The table gives the optical response of Zn₃PbO, a metal in this calculation, to light of increasing photon energy $E$. The imaginary part of the dielectric function, $\varepsilon_2$, measures absorption. The real part, $\varepsilon_1$, measures the response in step with the field; where it is negative, the charges are displaced against the force of the field.

Dielectric function of cubic Zn₃PbO (Pm-3m, a = 4.417 Å), computed with Ansatz 0.2.0 using scalar-relativistic PBE, plane-wave PAW, a 420 eV cutoff and no spin polarisation. Electrons respond independently, without local fields; free carriers add an undamped Drude term. The optics use a 14×14×14 k mesh, 0.1 eV Gaussian broadening and 0.15 eV Fermi–Dirac smearing.

| photon energy (eV) | dielectric imaginary xx | dielectric real xx |
| --- | --- | --- |
| 0.1 | 181 | -3960 |
| 0.3 | 116 | -457 |
| 0.5 | 56.7 | -169 |
| 0.7 | 38.0 | -86.8 |
| 0.9 | 28.5 | -50.9 |
| 1.1 | 23.9 | -31.7 |
| 1.3 | 22.5 | -22.2 |
| 1.5 | 21.0 | -17.1 |
| 1.7 | 18.8 | -15.1 |
| 1.9 | 16.4 | -12.9 |
| 2.1 | 14.1 | -11.3 |
| 2.3 | 12.0 | -8.92 |
| 2.5 | 11.5 | -7.20 |
| 2.7 | 10.6 | -6.18 |
| 2.9 | 10.7 | -3.99 |
| 3.1 | 12.9 | -5.78 |
| 3.3 | 10.2 | -6.77 |
| 3.5 | 8.89 | -6.27 |
| 3.7 | 8.10 | -5.48 |
| 3.9 | 8.07 | -5.86 |
| 4.1 | 6.52 | -6.02 |
| 4.3 | 5.61 | -5.52 |
| 4.5 | 4.33 | -4.62 |
| 4.7 | 4.23 | -3.34 |
| 4.9 | 4.49 | -2.17 |
| 5.1 | 6.28 | -2.28 |
| 5.3 | 6.34 | -4.18 |
| 5.5 | 4.57 | -4.97 |
| 5.7 | 3.53 | -4.40 |
| 5.9 | 2.88 | -3.86 |
| 6.1 | 2.57 | -3.35 |
| 6.3 | 2.43 | -2.99 |
| 6.5 | 2.19 | -2.81 |
| 6.7 | 1.88 | -2.43 |
| 6.9 | 1.78 | -2.04 |
| 7.1 | 1.80 | -1.63 |
| 7.3 | 2.08 | -1.48 |
| 7.5 | 2.12 | -1.53 |
| 7.7 | 2.13 | -1.57 |
| 7.9 | 1.99 | -1.77 |

**(a) The imaginary part falls steeply up to about 4 eV. Do the electrons find fewer transitions as the photon energy rises?**

*Solution.* For a given field strength, the absorbed power is proportional to the product $E\,\varepsilon_2$, because the same $\varepsilon_2$ dissipates more when the field oscillates faster. This product measures the oscillator strength at each energy: it counts the transitions, each weighted by the effective number of electrons that respond in it. From 0.3 to 3.9 eV the imaginary part falls by a factor of 14, while the photon energy rises by a factor of 13. The product itself stays between 26 and 40 eV, so the steep fall is mostly the factor $1/E$ and is no sign that the transitions run out.

Above 4 eV the transitions do become fewer or weaker; the product cannot tell which. The product drops to 12 eV at 6.9 eV, though a peak at 5.3 eV interrupts the decline.

All of this absorption comes from electrons jumping between bands, since the calculation lets free carriers move without scattering and hence without loss. A real sample would add carrier absorption, chiefly at low energy. Counting ions as Zn²⁺, O²⁻ and Pb⁴⁻ would close every shell and suggest a gap, but in the calculation the bands that should then be filled and empty overlap by 1.0 eV. An overlap alone does not ensure absorption between bands at low energy, because light lifts an electron almost without changing its wavevector. The strong absorption already at 0.1 eV shows that filled and empty states also lie close together at the same wavevector. This low-energy end is the least certain: it depends on the k mesh, the broadening (0.1 eV) and the smearing of the occupations (0.15 eV) are no smaller than the lowest photon energy, PBE often exaggerates such an overlap, and spin–orbit coupling, large for Pb 6p states, is left out.

**(b) How much of the real part is due to free carriers, and why does it stay negative up to 7.9 eV?**

*Solution.* A driven mass on a spring shows the signs. Driven below its resonance, it follows the force; driven above, it moves against it. A free carrier has no spring, so it always moves against the force, with an amplitude that shrinks as $1/E^2$. An interband transition acts like a spring whose resonance is the transition energy. The crystal has a continuous spread of such resonances, so one spring gives the sign of an effect but not its size.

Adding the free-carrier response to the vacuum value of 1 gives

$$\varepsilon_1 \approx 1-\frac{E_p^2}{E^2}.$$

Here $E_p$, the plasma energy, measures how many carriers there are and how easily they move. The same calculation gives $E_p^2 = 41.64$ eV², and the program adds this very free-carrier term to the real part. The comparison therefore splits the table's values into parts and does not test the formula. At 0.5 eV the estimate is $1-41.64/0.25=-165.6$, within about 2 % of the computed −169. Free carriers thus explain the huge negative values at low energy and their rapid shrinking.

The estimate fails at high energy. It would cross zero at 6.5 eV and reach +0.3 at 7.9 eV, where the table has −1.77. By then the light has passed the resonances of many interband transitions, which now also move against the field. Measured on the same scale as $E_p^2$, the transitions below 8 eV carry three times the weight of the free carriers. At 0.1 eV most transitions still lie above the photon energy, and they raise the real part by roughly 200. The printed analysis after this text lists this comparison at several energies.

**(c) Why does the real part turn down again after 2.9, 3.7, 4.9 and 7.3 eV?**

*Solution.* Free carriers alone would make the real part rise throughout. Each downturn instead accompanies a local maximum of $E\,\varepsilon_2$, that is, a group of transitions at similar energies. Just below such a group the transitions follow the field and raise the real part; just above it they oppose the field and lower it. The real part therefore has a high point before the absorption peak and a low point after it.

The two strongest cases are the peaks at 3.1 and 5.3 eV. From 2.9 to 3.3 eV the real part falls by 2.8, although the free-carrier term rises by 1.1. The fall from 4.9 to 5.5 eV is equally large. The weaker downturns belong to a shoulder near 3.9 eV and a low, broad rise near 7.7 eV. The Kramers–Kronig relation, which ties the two parts together, is built into the calculation, so their agreement explains the shape but does not test it.

Such peaks usually arise where a filled and an empty band run nearly parallel, so that many electrons share one transition energy. That is the likely origin here, though no pair of bands has been identified.

A peak need not produce a downturn. The broad maximum of $E\,\varepsilon_2$ near 1.7 eV only slows the rise of the real part, because the free-carrier term is still climbing steeply there. In a similar metal, an absorption peak should turn the real part down only if its effect outweighs that climb.

Printed output of the fit:

```
Imaginary part at 0.3 eV divided by that at 3.9 eV: 14.37
Energy times imaginary part at 0.1 eV (eV): 18.1
Energy times imaginary part at 0.3 eV (eV): 34.8
Energy times imaginary part at 1.7 eV (eV): 31.96
Energy times imaginary part at 2.7 eV (eV): 28.62
Energy times imaginary part at 3.1 eV (eV): 39.99
Energy times imaginary part at 3.9 eV (eV): 31.47
Energy times imaginary part at 4.5 eV (eV): 19.48
Energy times imaginary part at 5.3 eV (eV): 33.6
Energy times imaginary part at 6.9 eV (eV): 12.28
Energy times imaginary part at 7.7 eV (eV): 16.4
Lowest energy times imaginary part from 0.3 to 3.9 eV (eV): 25.65
Free-carrier real part with vacuum 1 at 0.1 eV: -4163
Free-carrier real part with vacuum 1 at 0.5 eV: -165.6
Free-carrier real part with vacuum 1 at 7.9 eV: 0.3328
Photon energy where free carriers alone would give zero (eV): 6.453
Interband remainder of real part at 0.1 eV: 203.2
Error of free-carrier part at 0.1 eV: 22.49
Interband remainder of real part at 0.5 eV: -3.432
Interband remainder of real part at 2.9 eV: -0.03851
Interband remainder of real part at 3.3 eV: -3.946
Interband remainder of real part at 7.9 eV: -2.103
Change of real part from 2.9 to 3.3 eV: -2.78
Change of free-carrier part from 2.9 to 3.3 eV: 1.128
Change of real part from 4.9 to 5.5 eV: -2.8
Change of free-carrier part from 4.9 to 5.5 eV: 0.3578
Interband weight below 8 eV as plasma energy squared (eV2): 125
Interband weight below 8 eV divided by Drude weight: 3.002
```
